## Appendix: Smearing, detailed balance and adaptive width for an acoustic–optical–optical process in wurtzite GaN

### Problem

In the Peierls–Boltzmann equation on a $24\times24\times14$ $\mathbf q$ mesh at $T=300$ K, the energy delta function of each three-phonon process $1+2\leftrightarrow3$, with $\mathbf q_3=\mathbf q_1+\mathbf q_2+\mathbf G$, is replaced by

$$g_\sigma(d)=\frac{e^{-d^2/2\sigma^2}}{\sqrt{2\pi}\,\sigma},\qquad d=\varepsilon_1+\varepsilon_2-\varepsilon_3 ,$$

so $\sigma$ is a standard deviation. Energies are quoted in cm$^{-1}$, and $x_i=\varepsilon_i/k_BT$. The following inputs are typical or assumed: $a=3.189$ Å, $c=5.185$ Å, molar mass 83.73 g/mol with two formula units per cell, a bandwidth $B=30$ cm$^{-1}$ of $\varepsilon_2-\varepsilon_3$ along $c$, and every entry of the table.

| mode | $\varepsilon$ (cm$^{-1}$) | $\mathbf v$ (km/s) | branches $m_i$ in group | $\tau_i$ (ps) |
|---|---|---|---|---|
| 1, LA | 160 | $(0,0,7.0)$ | 6 | 20 |
| 2, TO-like | 560 | $(0.4,0,0.3)$ | 4 | 3 |
| 3, LO-like | 710 | $(-0.2,0,-0.5)$ | 2 | 1 |

The last two columns serve only part (c), where the twelve branches are lumped into three flat groups with three-phonon lifetimes $\tau_i$. Compiled values are $C_{33}=398$ GPa (Oses 2018) and $\kappa=210$ W/(m K) at 300 K (Toher 2017). The cell volume $V=\tfrac{\sqrt3}{2}a^2c=45.67$ Å$^3$ gives $\rho=6.09$ g/cm$^3$ and, without piezoelectric stiffening, $\sqrt{C_{33}/\rho}=8.08$ km/s; $v_1$ was chosen below this long-wavelength value.

Find (a) the detailed-balance violation of this triplet, (b) the symmetry and sign of its linearised collision matrix with and without the geometric-mean factor, (c) the energy eigenvalue for a fixed $\sigma=10$ cm$^{-1}$, and (d) the mesh-matched widths.

### Solution

**(a) Detailed balance.** Here $k_BT=208.51$ cm$^{-1}$ and $d=+10$ cm$^{-1}$, so $d/k_BT=0.04796$. The Bose factors $n_i=1/(e^{x_i}-1)$ and $P_i=n_i(n_i+1)=1/[2\sinh(x_i/2)]^2$ are

| $i$ | $x_i$ | $n_i$ | $P_i$ |
|---|---|---|---|
| 1 | 0.7673 | 0.8665 | 1.617 |
| 2 | 2.6857 | 0.07316 | 0.07851 |
| 3 | 3.4051 | 0.03434 | 0.03552 |

The net event rate is $Wg_\sigma F$, where $Wg_\sigma$ has units of s$^{-1}$ and $F=n_1n_2(n_3+1)-(n_1+1)(n_2+1)n_3$. Since $n/(n+1)=e^{-x}$,

$$\frac{n_1n_2(n_3+1)}{(n_1+1)(n_2+1)n_3}=e^{-d/k_BT}=\frac{0.06557}{0.06879}=0.9532 .$$

The imbalance is 4.7 %, and the Bose distribution is not stationary under this process. The net term is odd in $d$ about the geometric mean defined below, so it cancels to first order where the phase space is flat across the energy shell. It need not cancel next to narrow optical bands, where most admitted triplets can lie on one side.

**(b) Symmetry and positivity.** Let $\delta n_i=P_i\psi_i$ and $s=(1,1,-1)$, so that $\dot n_i=-s_iWg_\sigma F$. Differentiating $F$ gives $\delta F=\sum_js_ja_j\psi_j$ with

$$a_1=P_1(n_2-n_3)=0.06278,\quad a_2=P_2(n_1-n_3)=0.06534,\quad a_3=P_3(1+n_1+n_2)=0.06890 .$$

The three coincide only at $d=0$. In the variables $f_i=\sqrt{P_i}\,\psi_i$ the equation reads $\dot f=-\Omega f$ with $\Omega=Wg_\sigma\,uw^{\mathsf T}$, $u_i=s_i/\sqrt{P_i}$, $w_i=a_iu_i$. The symmetric part of $uw^{\mathsf T}$ has nonzero eigenvalues $\tfrac12(u\cdot w\pm|u||w|)$, and by the Cauchy–Schwarz inequality the lower one is negative unless $w\parallel u$. Here they are $2.811$ and $-4.7\times10^{-4}$ in units of $Wg_\sigma$. The sum over triplets is then not guaranteed positive, although conjugate-gradient and variational solvers assume it.

The repair replaces all $a_j$ by the geometric mean of the forward and backward factors,

$$\Gamma=\sqrt{P_1P_2P_3}=\prod_{i=1}^3\frac1{2\sinh(x_i/2)}=0.06716 .$$

Each triplet then contributes $Wg_\sigma\Gamma\,uu^{\mathsf T}$, which is symmetric and positive semidefinite, with single nonzero eigenvalue $\Gamma|u|^2=2.788$ in the same units. The forward and backward factors are $\Gamma e^{\mp d/2k_BT}$. Averaged over $g_\sigma$ at fixed $W\Gamma$, each exceeds $\Gamma$ by the factor $e^{\sigma^2/8(k_BT)^2}$, a relative $2.9\times10^{-4}$ at $\sigma=10$ cm$^{-1}$.

**(c) Energy eigenvalue.** A uniform temperature change has $\psi_i\propto x_i$, that is $e_i=x_i\sqrt{P_i}$. Then $u\cdot e=x_1+x_2-x_3=d/k_BT$ and $|e|^2=\sum_ix_i^2P_i=C/k_B$, with $C$ the heat capacity. With exact delta functions $\Omega e=0$. With smearing the Rayleigh quotient is

$$\lambda_E=\frac{e^{\mathsf T}\Omega e}{|e|^2}=\frac{\sum Wg_\sigma\Gamma\,(d/k_BT)^2}{C/k_B}=\frac{R\,\langle d^2\rangle}{(k_BT)^2\,C/k_B},\qquad R=\sum Wg_\sigma\Gamma ,$$

with each triplet counted once. A zero mode survives only if some $\phi$ obeys $\phi_1+\phi_2=\phi_3$ for every weighted triplet. Triplets grow as the square of the number of modes, so these conditions outnumber the unknowns and in general have no nonzero solution. The quotient bounds the lowest eigenvalue from above. On a dense mesh with phase space smooth over $\sigma$, $\langle d^2\rangle=\sigma^2$. The vector $\Omega e$ is a sum weighted by $g_\sigma d$, hence $O(\sigma^2)$, so the eigenvalue differs from $\lambda_E$ only at $O(\sigma^4)$ provided the other eigenvalues lie well above $\lambda_E$.

The diagonal is $\Omega_{ii}=1/\tau_i$, and a triplet of distinct modes adds $Wg_\sigma\Gamma$ to $P_i\Omega_{ii}$ for each of its three members, so $3R=\sum_iP_i/\tau_i$. Per cell,

$$\sum_i\frac{m_iP_i}{\tau_i}=0.661\ \text{ps}^{-1},\qquad R=0.220\ \text{ps}^{-1},\qquad \frac{C}{k_B}=\sum_im_ix_i^2P_i=8.80,$$

$$\lambda_E=(0.04796)^2\,\frac{0.220\ \text{ps}^{-1}}{8.80}=5.8\times10^{-5}\ \text{ps}^{-1},\qquad \lambda_E^{-1}=17\ \text{ns}.$$

The steady-state driving term $\mathbf v_ie_i$ is odd under $\mathbf q\to-\mathbf q$ while $e$ is even, so bulk $\kappa$ does not feel $\lambda_E$ directly. Transients do. With $C/V=2.66\times10^6$ J/(m$^3$ K) the diffusivity is $D=\kappa V/C=0.79$ cm$^2$/s, and a thermal grating of wavenumber $k$ decays in the diffusive limit at $Dk^2+\lambda_E$. The spurious term dominates for periods above $2\pi\sqrt{D/\lambda_E}\approx7$ μm. This is the model's estimate, resting on the lumped lifetimes and on $\langle d^2\rangle=\sigma^2$. Projecting $e$ out, $\Omega\to(1-\hat e\hat e^{\mathsf T})\,\Omega\,(1-\hat e\hat e^{\mathsf T})$ with $\hat e=e/|e|$, restores the zero mode and keeps symmetry and positivity.

**(d) Mesh-matched width.** For the rate of mode 1, $\mathbf q_1$ is fixed and a mesh point stands for the cell $\mathbf q_2+\sum_\mu t_\mu\mathbf b_\mu/N_\mu$, with $t_\mu$ independent and uniform on $[-\tfrac12,\tfrac12]$ and $\mathbf a_\mu\cdot\mathbf b_\nu=2\pi\delta_{\mu\nu}$. Because $\mathbf q_3$ moves with $\mathbf q_2$, $\nabla_{\mathbf q_2}d=\hbar(\mathbf v_2-\mathbf v_3)$. With $\langle t_\mu t_\nu\rangle=\delta_{\mu\nu}/12$, the variance of the linearised $d$ over the cell is

$$\sigma^2=\frac{\hbar^2}{12}\sum_{\mu=1}^3\left[\frac{(\mathbf v_2-\mathbf v_3)\cdot\mathbf b_\mu}{N_\mu}\right]^2 ,$$

the form used in ShengBTE (Li, Carrete, Katcho and Mingo, 2014). Take $\mathbf b_1\parallel x$ and $\mathbf b_2$ at $60^\circ$ to it. The steps are $4\pi/(\sqrt3\,a\cdot24)=0.09479$ Å$^{-1}$ and $2\pi/(c\cdot14)=0.08656$ Å$^{-1}$, and $\hbar\times1$ km/s $\times1$ Å$^{-1}$ equals 53.09 cm$^{-1}$. For $\mathbf v_2-\mathbf v_3=(0.6,0,0.8)$ km/s the three terms are 3.02, 1.51 and 3.68 cm$^{-1}$, so

$$\sigma_{(1)}=1.44\ \text{cm}^{-1}.$$

A mismatch of one such width unbalances the rates by 0.69 %, and $\sigma^2$ is 48 times smaller than for the fixed width. Over the cell $d$ departs from its central value by at most half the sum of the three terms, 4.10 cm$^{-1}$, so the energy shell misses this cell. The fixed width nevertheless counts the triplet at $e^{-1/2}=0.61$ of its peak weight, and so opens a scattering channel that energy conservation closes for the heat-carrying mode at this mesh point.

Three limits apply.

*The width depends on which mode is held fixed.* Fixing $\mathbf q_2$ brings in $\mathbf v_1-\mathbf v_3$ and gives $\sigma_{(2)}=9.95$ cm$^{-1}$. Fixing $\mathbf q_3$ brings in $\mathbf v_1-\mathbf v_2$ and gives $\sigma_{(3)}=8.91$ cm$^{-1}$. At $d=10$ cm$^{-1}$ the same triplet has $g_\sigma\approx1\times10^{-11}$ cm in row 1 and $0.024$ cm in row 2, which destroys the symmetry gained in (b). One width per triplet restores it. The root mean square of the three, 7.76 cm$^{-1}$, does so, but it reopens the channel for mode 1.

*The linear term vanishes where $\mathbf v_2=\mathbf v_3$*, as at common extrema of flat branches. Model the variation along $c$ as $\tfrac B2(1-\cos q_zc)$. Near the extremum $q_zc=2\pi t/N_3$ gives a shift $B\pi^2t^2/N_3^2$ of $d$, and $\langle t^4\rangle=1/80$ gives a root mean square $B\pi^2/(\sqrt{80}\,N_3^2)=0.17$ cm$^{-1}$. Its square is 1.4 % of $\sigma_{(1)}^2$, negligible at the generic point, but at the extremum it is the whole contribution of this direction and sets the scale of the floor that $\sigma$ needs.

*The parallelepiped lacks hexagonal symmetry.* For an in-plane velocity difference at angle $\theta$ to $\mathbf b_1$, the angular factor $\cos^2\theta+\cos^2(\theta-60^\circ)=1+\tfrac12\cos(2\theta-60^\circ)$ runs from $\tfrac12$ to $\tfrac32$, so symmetry-equivalent triplets receive different widths unless these are averaged over the point group.

The width $\sigma$ is a quadrature device that vanishes as the mesh is refined. It is distinct from lifetime broadening, which in the model is $\hbar/\tau_3=5.3$ cm$^{-1}$ for the LO-like mode. This exceeds $\sigma_{(1)}$, so for such triplets the sharp delta function is itself an approximation of the Peierls–Boltzmann equation that a finer mesh does not remove.